Q: I have a calculation on MoW in which the cell is pulled out or pushed in along one axis while its volume is held fixed.

MoW (Cmmm, a = 3.159, b = 4.469, c = 4.487 Å) is strained along c at a fixed 15.83 Å³ per atom, starting from a cell not relaxed at this level. Ansatz 0.2.0 was used with plane-wave PAW, scalar-relativistic PBEsol, no spin polarisation, 420 eV cutoff, 20×20×12 k mesh and 0.15 eV Gaussian smearing. Free energies are relative to the start cell; pressure is positive in compression.

| axial ratio (over its starting value) | energy change (meV/atom) | pressure (GPa) |
| --- | --- | --- |
| 0.85 | 186.7 | -1.91 |
| 0.92 | 50.9 | -4.77 |
| 1.0 | 0.0 | -5.85 |
| 1.1 | 86.8 | -3.75 |
| 1.2 | 304.5 | 1.85 |

The energy forms a bowl, as it should around a stable crystal. But the bowl is lopsided, and at an axial ratio of 1.2 the pressure changes sign. Does the crystal turn into something else there?

A: Look first at what is done to the crystal. The atoms sit almost exactly on a bcc lattice, with layers of Mo and layers of W alternating along the axis, and that axis is a face diagonal of the bcc cube. Pulling along a cube edge would lead from bcc to fcc; this path never reaches fcc. It does change the cube edge that lies within the layers, though. Squeezing lengthens that edge against the other two, which is a step in the direction of fcc, and stretching is a step away from it. Since the volume is fixed, only the shape changes, so the energy measures how strongly the metal resists shear.

Q: Why should a metal care much about its shape, if every atom keeps the same room?

A: In Mo and W the d electrons do much of the bonding, and d orbitals point in definite directions. With six valence electrons an atom, the bonding d states of the bcc arrangement are nearly full and the antibonding ones nearly empty. Changing the angles between neighbours spoils the overlap that keeps the bonding states low. That is the standard picture of these metals. The table itself shows only the resulting stiffness.

Q: Then take the lopsidedness. Stretching to 1.2 costs 304.5 meV an atom and squeezing to 0.85 costs 186.7, which is 63 % more for the stretch.

A: Part of that is only the ruler. Lengths are multiplied, so the fair measure of distortion is the logarithm of the axial ratio, $t=\ln(\text{axial ratio})$. It is 0.182 for the stretched row and −0.163 for the squeezed one, so the stretch is the larger distortion. An elastic energy grows as the square of the distortion, and this alone makes the stretch about 26 % dearer.

Q: Where does the square come from, and what stands in front of it?

A: At fixed volume the strain is $2t/3$ along the axis and $-t/3$ in each direction across it. The elastic energy per volume is the shear modulus $G$ times the sum of the squared strains, so for an atom of volume $V$

$$E_{\text{shear}} = GV\left(\tfrac{4}{9}+\tfrac{1}{9}+\tfrac{1}{9}\right)t^2=\tfrac{2}{3}\,G\,V\,t^2 .$$

A cubic crystal has two shear moduli. One, $C_{44}$, resists a change of the right angles between the cube edges; the other, $C'$, resists making the edges unequal. Pulling along a face diagonal mostly closes the angle between two edges, and working out the strain gives $G=\tfrac34 C_{44}+\tfrac14 C'$.

Q: If I divide each energy by $t^2$, the row at 1.2 is still 30 % above the row at 0.85. So the bowl really is lopsided.

A: Not yet, because its bottom need not lie at the start row. The start cell was not relaxed at this level of theory, and its stress is uneven: −6.6 GPa along the axis against −5.5 GPa across it, where a minus sign means that the cell wants to contract. It wants to contract most along the axis, so a slight squeeze would lower the energy and a stretch must first work against this pull.

Q: How much does that matter?

A: The uneven stress gives the energy a slope of 76 meV an atom per unit of $t$ at the start row. That adds 14 meV to the stretched row and takes 12 meV from the squeezed one. Without this slope, the energy divided by $t^2$ is only 16 % higher at 1.2 than at 0.85. About half of the lopsidedness that the ruler left over therefore belongs to the choice of start cell and not to the metal.

Q: Where is the true bottom, then?

A: The slope and the curvature together put it at an axial ratio of 0.995, less than 1 meV an atom below the start row. Now compare the shape. The start cell is slightly too long for a perfect bcc lattice, and a ratio of 0.996 would make the lattice bcc, but for a tiny mismatch of the two edges within the layers. Within the precision of such an estimate, the two ratios agree.

Q: Is that a coincidence?

A: In a pure bcc metal it would be compulsory. Cubic symmetry makes the stress equal in all directions, so at the perfect bcc shape no small change of shape can lower the energy to first order. Layers of two different elements remove the compulsion, because the axis across the layers is then no longer equivalent to the other face diagonals. The minimum stays close to the bcc shape all the same, which is reasonable for two metals as alike in size and bonding as Mo and W.

Q: Could I have guessed the height of the bowl without the calculation?

A: Fairly well. Rough recalled values of $C_{44}$ are 110 GPa for Mo and 160 GPa for W, and of $C'$ 150 and 160 GPa. Plain averages of the two metals give $G\approx 140$ GPa. For the row at 1.2, with 1 eV/Å³ equal to about 160 GPa,

$$E_{\text{shear}}\approx\tfrac23\times\frac{140}{160}\ \text{eV/Å}^3\times 15.8\ \text{Å}^3\times 0.182^2\approx 0.31\ \text{eV}.$$

The slope of the start row adds 0.014 eV, which makes about 0.32 eV, some 5 % above the table. No energy in the table was used to fit this; only the small slope comes from the same calculation.

Q: And for the squeezed row?

A: There the same recipe gives 231 meV, which is 24 % too high. The other two strained rows come out too high as well, by 5 and 13 %. A smaller modulus lowers all four estimates: a least-squares fit of $G$ to the five energies, with the slope kept, gives 126 GPa. But then the row at 0.85 is still too high by 20 meV and the row at 1.2 is too low by 15 meV. No single modulus serves both sides.

Q: So here, at last, the metal itself is lopsided?

A: Yes, and the stresses say so too. They give the slope of the energy directly in each row. With the fitted modulus, the slope at 0.85 should be about −2.6 eV an atom per unit of $t$, but the stress there gives −2.1. At 1.2 the stress gives 3.3, where the model expects 3.1. The fitted modulus is only a compromise, so look at how fast the slope grows from row to row. Going from 0.85 up to 1.2, it grows by 10.7, 16.0, 17.7 and 17.8 eV an atom per unit of $t$ squared. The stiffness is steady on the stretched side and falls on the squeezed side, most of all in the step from 0.92 to 0.85.

Q: What could make squeezing the gentler deformation?

A: Look at which atoms are forced together. Stretching along the axis narrows the layers, so Mo–Mo and W–W neighbours within a layer approach each other, down to 2.58 Å at 1.2. Squeezing brings the layers together, and the Mo–W neighbours approach, down to 2.61 Å at 0.85. Contacts within a layer must shrink in full proportion to the layer. The Mo–W contacts are slanted, and they can turn.

Q: Why does turning help?

A: As the layers close up, a slanted contact tips over towards the plane of the layers. More of its length then lies in the directions in which the crystal is spreading, so it shortens less and less for each further bit of squeezing. This geometry favours the side that the calculation finds softer, but alone it should give a gradual change that carries on through the stretched rows, where the stiffness in fact levels off. The two stresses across the axis say more. Measured from the mean pressure, the pull along the cube edge grows by 7.6 GPa from the start row to 0.92 but by only 2.5 GPa from there to 0.85. The pull along the other direction in the layers grows by 5.9 and 6.1 GPa. What fades most is thus the resistance to lengthening the cube edge, the $C'$ part. That is expected for a step from bcc towards fcc, and it is also the direction in which the Mo–W contacts tip. These rows cannot separate the two causes.

Q: That leaves the pressure. It follows the energy: most negative in the start row and rising on both sides. Why should shear produce pressure at all?

A: Because the shear modulus depends on the volume. When the atoms are closer together their orbitals overlap more, and the crystal becomes stiffer against shear. A distorted crystal can therefore save some of its shear energy by expanding, so it pushes outwards. It does so whichever way it is distorted, and that is why the pressure has a bowl of its own.

Q: Can that be put into a formula?

A: Suppose the modulus grows on compression as $G\propto V^{-g}$. At fixed shape the pressure is $-\mathrm dE/\mathrm dV$, and the shear energy varies as $V^{1-g}$, so

$$\Delta P=(g-1)\,\frac{E_{\text{shear}}}{V}.$$

The change in pressure should be a fixed multiple of the strain energy per volume. It is a rise only if the modulus grows faster than the volume shrinks. A least-squares fit to all five rows, with the energy change of the table as strain energy, gives a multiple of 2.4. Read through this formula, it means that the modulus falls by roughly 3 % when the volume grows by 1 %.

Q: Let me try the row at 1.2. The energy per volume is 304.5 meV over 15.8 Å³, or about 3.1 GPa. Times 2.4 that is a rise of 7.4 GPa.

A: The table has a rise of 7.7 GPa, from −5.85 to 1.85, and that row was part of the fit. For the row at 0.85 the fit gives 4.5 GPa where the table has 3.9. So the rule holds to about 15 %, but the multiple is not one number: it is about 2.1 in both squeezed rows, and 2.4 and 2.5 in the stretched ones.

Q: Then the change of sign is no transition?

A: No. The start cell is under tension because it is too large for this functional, by roughly 2 % in volume if the bulk modulus is about 290 GPa, a rough recalled value. Distortion adds outward pressure to that tension, and somewhere between 1.1 and 1.2 the sum passes through zero. A smaller start cell would move the crossing. So would an error common to all the pressures, and such an error is possible: the convergence of the stresses with the cutoff was not tested, and PBEsol ran with PAW datasets made for PBE. The rise from row to row is therefore safer than the sign.

Q: So at 1.2 the crystal is almost free of stress?

A: Far from it. The pressure is an average over three directions. At 1.2 the crystal pulls inwards along the axis with 31.7 GPa and pushes outwards across it with 18.6 GPa, and these nearly cancel in the mean. A small pressure says that the volume suits the distorted crystal, not that the shape does.

Q: How much stress does a small change of shape take?

A: Differentiating the elastic law gives a stress difference of $2Gt$ between the axis and the mean of the two directions across it. With the fitted modulus, a change of the axial ratio by 1 % then needs about 2.5 GPa, although it stores less than 1 meV an atom. Near the bottom of the bowl the stress is thus a far more sensitive sign of an unrelaxed shape than the energy.
